# Apparent activation enthalpy and heat capacity when several barriers act together

**Question.** I know how to get $\Delta H^\ddagger$, $\Delta S^\ddagger$ and $\Delta C_p^\ddagger$ from a single Eyring rate constant. What do I get if the observed coefficient is a combination, either competing channels, $k=\sum_i k_i$, or steps in a row, $1/k=\sum_i 1/k_i$? My case is thermal oxidation of silicon, where O$_2$ diffuses through the oxide and then reacts at the interface. Is the apparent enthalpy that of the "rate-limiting step"? Can I read the curvature of the Eyring plot as a real heat capacity of activation? I would like a derivation with the assumptions visible.

---

**Answer.** The apparent enthalpy is a weighted mean of the individual ones, and equals that of one step only when that step carries all the weight. The apparent heat capacity is the weighted mean of the individual ones plus a variance term, $+\mathrm{Var}(H)/RT^2$ for parallel channels and $-\mathrm{Var}(H)/RT^2$ for steps in series. That term is present even when every barrier has zero heat capacity of activation.

## 1. Premises and conventions

All activation quantities are molar, and I drop $\Delta$ and $\ddagger$: $G_i,H_i,S_i,C_i$ stand for $\Delta G_i^\ddagger,\Delta H_i^\ddagger,\Delta S_i^\ddagger,\Delta C_{p,i}^\ddagger$.

**P1.** Each channel has a positive, smooth coefficient $k_i(T)$. All have the same units, refer to the same reactant state, and are written in Eyring form,
$$k_i=\ell\,\frac{k_BT}{h}\,e^{y_i},\qquad y_i=-\frac{G_i}{RT}.\tag{1}$$
The constant $\ell$ carries the units: 1 for a first-order coefficient, $1/c^\circ$ for a second-order one, a fixed length for a velocity. A transmission coefficient is absorbed into $G_i$.

**P2.** The activation parameters are defined by
$$H_i=RT^2\frac{dy_i}{dT},\qquad S_i=Ry_i+\frac{H_i}{T},\qquad C_i=\frac{dH_i}{dT}.\tag{2}$$
The first is the Gibbs–Helmholtz relation $d(G/T)/dT=-H/T^2$, the second is $G=H-TS$. Derivatives are taken at fixed pressure, composition and geometry.

**P3.** The apparent parameters $H,S,C$ come from the same operations applied to the observed $k$, with $y=\ln[kh/(\ell k_BT)]$.

**P4.** $k$ obeys one of the two sum rules at every temperature.

## 2. Where the sum rules come from

*Parallel.* If an internally equilibrated reactant A is removed by independent irreversible first-order channels, $-d[\mathrm A]/dt=\sum_i k_i[\mathrm A]$, so $k=\sum_ik_i$.

*Series.* Take the chain $\mathrm A=\mathrm I_0\rightleftharpoons \mathrm I_1\rightleftharpoons\dots\rightleftharpoons \mathrm I_{n-1}\to$ products, with forward and backward constants $f_i,b_i$ for step $i$. If the intermediates are in steady state, one flux passes every barrier:
$$J=f_i[\mathrm I_{i-1}]-b_i[\mathrm I_i].$$
Let $K_0=1$ and $K_i=K_{i-1}f_i/b_i$, the equilibrium constant from A to $\mathrm I_i$, and put $a_i=[\mathrm I_i]/K_i$. Since $b_iK_i=f_iK_{i-1}$,
$$J=k_i\,(a_{i-1}-a_i),\qquad k_i\equiv f_iK_{i-1}.$$
Divide by $k_i$ and add over $i$. The right side telescopes to $a_0-a_n$, with $a_0=[\mathrm A]$ and $a_n=0$ because the last step is irreversible. With $J=k[\mathrm A]$,
$$\frac1k=\sum_i\frac1{k_i}.\tag{3}$$
The $k_i$ in (3) are not the elementary $f_i$. Each includes the equilibrium constant leading to its starting well, so $G_i$ is the free energy of transition state $i$ counted from A, and likewise $H_i$ and $C_i$. This is why P1 demands a common reference state. Inserting local barrier heights gives wrong weights and wrong enthalpies.

## 3. Parallel channels

The prefactor in (1) is common to all terms and cancels: $e^{y}=\sum_ie^{y_i}$. Define
$$w_i=\frac{k_i}{k}=e^{y_i-y},\qquad \sum_iw_i=1,$$
the fraction of the flux in channel $i$.

*Enthalpy.* Differentiate the sum rule: $e^yy'=\sum_ie^{y_i}y_i'$, where the prime is $d/dT$. Divide by $e^y$, multiply by $RT^2$ and use (2):
$$H=\sum_iw_iH_i.\tag{4}$$

*Drift of the weights.* From $\ln w_i=y_i-y$,
$$w_i'=w_i\,(y_i'-y')=\frac{w_i\,(H_i-H)}{RT^2}.\tag{5}$$
Heating moves flux to channels whose enthalpy lies above the mean.

*Heat capacity.* The product rule on (4) gives
$$C=\sum_iw_iC_i+\sum_iw_i'H_i=\sum_iw_iC_i+\frac{1}{RT^2}\sum_iw_i(H_i-H)H_i .$$
By (4), $\sum_iw_i(H_i-H)=0$, so $H$ times this sum can be subtracted, which turns the last factor $H_i$ into $H_i-H$:
$$C=\sum_iw_iC_i+\frac{\mathrm{Var}_w(H)}{RT^2},\qquad \mathrm{Var}_w(H)=\sum_iw_i(H_i-H)^2.\tag{6}$$

## 4. Barriers in series

Now $e^{-y}=\sum_ie^{-y_i}$. Define
$$v_i=\frac{1/k_i}{1/k}=\frac{k}{k_i}=e^{y-y_i},\qquad\sum_iv_i=1,$$
the fraction of the total resistance at barrier $i$. From section 2, $v_i=(a_{i-1}-a_i)/a_0$, the share of the activity drop across that step.

*Enthalpy.* Differentiation gives $-e^{-y}y'=-\sum_ie^{-y_i}y_i'$. The signs cancel, and multiplication by $e^{y}RT^2$ yields
$$H=\sum_iv_iH_i.\tag{7}$$

*Drift of the weights.* Here $\ln v_i=y-y_i$, so
$$v_i'=-\frac{v_i\,(H_i-H)}{RT^2}.\tag{8}$$
A step with a high enthalpy speeds up most on heating and therefore loses its share of the resistance. This is the only place where the sign differs from section 3.

*Heat capacity.* The same product rule and the same subtraction give
$$C=\sum_iv_iC_i-\frac{\mathrm{Var}_v(H)}{RT^2}.\tag{9}$$

## 5. Entropy

Write $s=+1$ for parallel and $s=-1$ for series, and $p_i$ for $w_i$ or $v_i$. Both definitions read $\ln p_i=s(y_i-y)$, and since $s^2=1$, $y=y_i-s\ln p_i$ for every $i$. Average this with weights $p_i$:
$$y=\sum_ip_iy_i-s\sum_ip_i\ln p_i .$$
Insert $Ry_i=S_i-H_i/T$ into $S=Ry+H/T$. The enthalpy terms cancel by (4) or (7), leaving
$$S=\sum_ip_iS_i-sR\sum_ip_i\ln p_i.\tag{10}$$
For $n$ identical barriers the extra term is $+R\ln n$ in parallel and $-R\ln n$ in series, as it must be for $k=nk_1$ and $k=k_1/n$.

## 6. What the results imply

**Bounds.** $H$ lies between the smallest and largest $H_i$. For two barriers, $\mathrm{Var}=p_1p_2(H_1-H_2)^2$, which at most is $(H_1-H_2)^2/4$, reached when $k_1=k_2$.

**Curvature.** With $u=1/T$, $d/du=-T^2d/dT$, so $dy/du=-H/R$ and $d^2y/du^2=T^2C/R$. If all $C_i=0$, parallel channels give a convex Eyring plot, steepest at high temperature, and series steps give a concave one, steepest at low temperature.

**Common factors.** Multiplying every $k_i$ by one function $g(T)$ leaves the weights unchanged and shifts every $H_i$ by $RT^2(\ln g)'$, so the variance is untouched. It does not depend on $\ell$, on the standard state, or on the choice between Eyring and Arrhenius analysis. For the Arrhenius energy $E=RT^2\,d\ln k/dT=H+RT$, one has $E=\sum_ip_iE_i$ and $dE/dT=C+R$. A step with constant $E_i$ has $C_i=-R$.

**Is it a real heat capacity?** In the parallel case $\sum_ie^{-G_i/RT}$ is a partition function over transition states, and the variance term is the ordinary enthalpy-fluctuation contribution to the heat capacity of that ensemble. In the series case the sum is over $e^{+G_i/RT}$, which is no partition function, and the negative term records only a shift of kinetic control. Temperature data alone cannot expose this, since (2) gives $S'=Ry'+C/T-H/T^2=C/T$ for any smooth $k(T)$. One needs a second variable that moves the weights and leaves the barriers alone.

**Pressure.** For rates in solution, $V_i=-RT\,\partial y_i/\partial p$. The same steps give $V=\sum_ip_iV_i$ and $\partial V/\partial p=\sum_ip_i\,\partial V_i/\partial p-s\,\mathrm{Var}(V)/RT$.

## 7. Silicon oxidation as a series problem

In the model of Deal and Grove (1965) the oxidant passes from the gas into the oxide, diffuses across the thickness $x$, and is consumed irreversibly, in first order, at the Si/SiO$_2$ interface. Let $c^*$ be the oxidant concentration in oxide equilibrated with the gas, and $c_o,c_i$ the actual values at the outer surface and the interface. In steady state
$$J=k_g(c^*-c_o)=\frac{D\,(c_o-c_i)}{x}=k_sc_i .$$
The three drops $J/k_g$, $Jx/D$ and $J/k_s$ add up to $c^*$. With $N_1$ oxidant molecules built into unit volume of oxide, the growth velocity is $r=dx/dt=J/N_1$, and
$$\frac1r=\frac1L+\frac1P,\qquad \frac1L=\frac{N_1}{c^*}\Big(\frac1{k_s}+\frac1{k_g}\Big),\qquad P=\frac{B}{2x},\qquad B=\frac{2Dc^*}{N_1}.\tag{11}$$
$L$ is the linear rate constant (usually written $B/A$) and $B$ the parabolic one. Equation (11) has the form (3). The factor $c^*$ plays the part of $K_{i-1}$: at fixed gas pressure both enthalpies are counted from gaseous O$_2$. Being common, $c^*/N_1$ cancels from the weights, and for $k_g\gg k_s$
$$v_L=\frac rL=\frac{1}{1+k_sx/D}=\frac{c_i}{c^*},\qquad v_D=\frac rP=1-v_L .$$
Diffusion is itself a chain of many hops. If these are equivalent, they share one $H_D$, add no variance among themselves and act as one barrier whose resistance grows as $x$. Thickness is therefore the second variable asked for above. It changes $S_D$ by $-R\ln(x_2/x_1)$ and leaves $H_L$ and $H_D$ alone. The variance term vanishes for thin and for thick oxide and peaks at $x^*=B/2L$.

What is held fixed matters. Integrating (11) from an initial thickness $x_0$, taken as independent of temperature, gives
$$t=t_L+t_B,\qquad t_L=\frac{x-x_0}{L},\qquad t_B=\frac{x^2-x_0^2}{B}.\tag{12}$$
At fixed $x$, $1/t$ obeys a series rule with weights $t_L/t$ and $t_B/t$, which differ from $v_L$ and $v_D$. Its Arrhenius energy is $E_t=(t_LE_L+t_BE_B)/t$. At fixed $t$, differentiate (12): $0=dx/r-t_L\,d\ln L-t_B\,d\ln B$. Hence
$$E_x\equiv RT^2\frac{d\ln x}{dT}\Big|_t=\frac{t_LE_L+t_BE_B}{x/r}.\tag{13}$$
The coefficients in (13) sum to $tr/x<1$, so $E_x$ is no weighted mean. For thick oxide $t_B\to x^2/B$ and $x/r\to2x^2/B$, so $E_x\to E_B/2$.

## 8. Range of validity

Given P1–P4, (4)–(10) are identities, with no restriction on the number of barriers, on the temperature dependence of $H_i$, or on the size of the variance. The limits lie in the sum rules and in the interpretation.

1. *Steady state.* Intermediates must relax faster than the observed process. For the oxide, the ratio of the diffusion time $x^2/D$ to the growth time $x/r$ is $xr/D<xP/D=c^*/N_1$.
2. *No accumulation.* If intermediates hold a notable part of the reactant in pre-equilibrium and $k_{\rm obs}$ refers to the total, then $1/k_{\rm obs}=\sum_{i,j}K_j/k_i$. This is again a series sum, over pairs, with enthalpies $H_i-h_j$, where $h_j$ is the enthalpy of well $j$ relative to A.
3. *Irreversibility.* If $a_n\neq0$, the flux carries a factor $1-a_n/a_0$ with its own temperature derivative.
4. *First order.* Let the interface rate be $La^m$ with $a=c_i/c^*$, so that $r=La^m=P(1-a)$. Then $d\ln r=d\ln L+m\,d\ln a$ and $d\ln r=d\ln P-\frac{a}{1-a}d\ln a$. Eliminating $d\ln a$ gives (7) with $v_L=a/Q$ and $Q=a+m(1-a)$. Further, $dv_L/da=m/Q^2$, and the first relation gives $a'=-a(1-v_L)(H_L-H_D)/(mRT^2)$. Their product is $v_L'=-v_L(1-v_L)(H_L-H_D)/(QRT^2)$, so the variance term of (9) is divided by $Q$.
5. *Topology.* Nested series and parallel blocks are handled by applying (6) and (9) in turn. A general network, such as the distribution of hop barriers in amorphous oxide, need not reduce that way. Its curvature appears as an intrinsic $C_D$.
6. *Meaning of $H_i$.* It is the enthalpy of a transition state only as far as the transmission coefficient and geometric factors are independent of temperature.

## 9. Numerical illustration: dry O$_2$ on Si(100)

Take constant Arrhenius energies and typical, approximate Deal–Grove parameters for about $10^5$ Pa of O$_2$:
$$L=1.03\times10^{-3}\,\mathrm{m\,s^{-1}}\,e^{-E_L/RT},\quad E_L=193\ \mathrm{kJ\,mol^{-1}},$$
$$B=2.14\times10^{-13}\,\mathrm{m^2\,s^{-1}}\,e^{-E_B/RT},\quad E_B=119\ \mathrm{kJ\,mol^{-1}}.$$
These inputs were chosen because they reproduce typical thick-oxide growth, so the rates below test nothing. All results are the model's. Let $x=100$ nm and $T=1273$ K.

Then $RT=10.58$ kJ mol$^{-1}$, $RT^2=1.347\times10^7$ J K mol$^{-1}$, and the exponents are $18.23$ and $11.24$. This gives $L=1.24\times10^{-11}$ m s$^{-1}$, $B=2.80\times10^{-18}$ m$^2$ s$^{-1}$, $P=1.40\times10^{-11}$ m s$^{-1}$ and $r=6.58\times10^{-12}$ m s$^{-1}$. The weights are $v_L=0.530$ and $v_D=0.470$, so neither step limits the rate. The crossover thickness is $x^*=113$ nm.

The enthalpies are $H_L=E_L-RT=182.4$ and $H_D=E_B-RT=108.4$ kJ mol$^{-1}$, 74 kJ mol$^{-1}$ apart, and both $C_i=-R=-8.3$ J mol$^{-1}$ K$^{-1}$. From (7), (9) and (10):

- $H=148$ kJ mol$^{-1}$, or $E=158$ kJ mol$^{-1}$;
- $\mathrm{Var}_v(H)=v_Lv_D(74\ \mathrm{kJ\,mol^{-1}})^2=1.36\times10^9$ J$^2$ mol$^{-2}$;
- $\mathrm{Var}_v(H)/RT^2=101$ J mol$^{-1}$ K$^{-1}$, so $C=-110$ J mol$^{-1}$ K$^{-1}$;
- $S-\sum_iv_iS_i=R\sum_iv_i\ln v_i=-5.7$ J mol$^{-1}$ K$^{-1}$.

At fixed $x$, $L/P=963\,e^{-(E_L-E_B)/RT}$, which equals one at 1296 K. Across the range:

| $T$ / K | $v_L$ | $H$ / kJ mol$^{-1}$ | $C$ / J mol$^{-1}$ K$^{-1}$ |
|---|---|---|---|
| 1073 | 0.81 | 170 | $-98$ |
| 1173 | 0.67 | 159 | $-114$ |
| 1273 | 0.53 | 148 | $-110$ |
| 1373 | 0.40 | 138 | $-92$ |
| 1473 | 0.30 | 129 | $-73$ |

The largest $|C|$ lies below the crossover temperature because of the factor $1/T^2$. Plotted against $1/T$, $\ln r$ lies 0.15 above the chord between the end points at the midpoint, 1242 K. A large apparent heat capacity thus corresponds to a modest bend.

With a typical $x_0=25$ nm, (12) gives $t_L=6.04\times10^3$ s, $t_B=3.34\times10^3$ s and $t=9.39\times10^3$ s, while $x/r=1.52\times10^4$ s. So $t_L/t=0.64$, $E_t=167$ kJ mol$^{-1}$, and (13) gives $E_x=103$ kJ mol$^{-1}$, below both barriers. One oxide yields 158, 167 or 103 kJ mol$^{-1}$, depending on what is observed.

The neglected terms at 1273 K compare with the 101 J mol$^{-1}$ K$^{-1}$ as follows.

- *Steady state.* With typical $c^*\approx5\times10^{22}$ m$^{-3}$ and $N_1\approx2.2\times10^{28}$ m$^{-3}$, the ratio of times is below $c^*/N_1\approx2\times10^{-6}$.
- *Gas film.* Taking $k_s/k_g\le10^{-3}$ as typical and a film enthalpy near zero, its share of the variance term is at most about $10^{-3}v_LH^2/RT^2=0.9$ J mol$^{-1}$ K$^{-1}$.
- *Tunnelling.* As an assumed scale for the barrier frequency, take the silicon optical phonon, compiled as 517 cm$^{-1}$, or $5.17\times10^4$ m$^{-1}$ (Ioffe Institute, 300 K), equivalent to $\theta=744$ K. The Wigner factor $1+(\theta/T)^2/24$ exceeds one by 0.014 and adds 0.2 J mol$^{-1}$ K$^{-1}$ to $C_i$.
- *Expansion.* The areal density of interface sites falls as $-2\alpha$ per kelvin. With the compiled $\alpha=2.6\times10^{-6}$ K$^{-1}$ (Kaye and Laby Online, 293 K), $2\alpha RT^2=0.07$ kJ mol$^{-1}$, negligible against $H_L$ even if $\alpha$ doubles on heating.
- *Intrinsic $C_i$.* The value $-R$ comes from the fitting form. A rough count gives $C_p$ of O$_2$ between $7R/2$ and $9R/2$, and five bound modes of the two atoms at the saddle, each between about $R/2$ and $R$. That allows $-2R$ to $+3R/2$, or $-17$ to $+12$ J mol$^{-1}$ K$^{-1}$, with changes in the network modes ignored.
- *Reaction order.* The linear constant for dry O$_2$ is typically sublinear in pressure. With $m=3/4$ and the same $L$ and $P$, $a=0.485$, $Q=0.871$, $v_L=0.557$, and the term rises to 115 J mol$^{-1}$ K$^{-1}$.
- *Oxide structure.* Growth stress typically relaxes by viscous flow only above roughly 1230 K, and $E_B$ and $E_L$ need not stay constant across that range. A change of 10 kJ mol$^{-1}$ over 100 K is 100 J mol$^{-1}$ K$^{-1}$, as large as the variance term, and the model contains nothing of it.
- *Thin oxide.* Below roughly 25 to 30 nm, dry growth is typically faster than (11) predicts, by up to several times for films of a few nanometres, so the limit $v_L\to1$ is not reached in this form.

The model's apparent heat capacity at 100 nm and 1273 K is thus about $-1.1\times10^2$ J mol$^{-1}$ K$^{-1}$, good to two figures at best, and more than nine tenths of it comes from the shift of control from interface to diffusion. To separate that part from a structural one, extract $L(T)$ and $B(T)$ from the thickness dependence in (11) and examine the curvature of each. Only what remains there belongs to a barrier.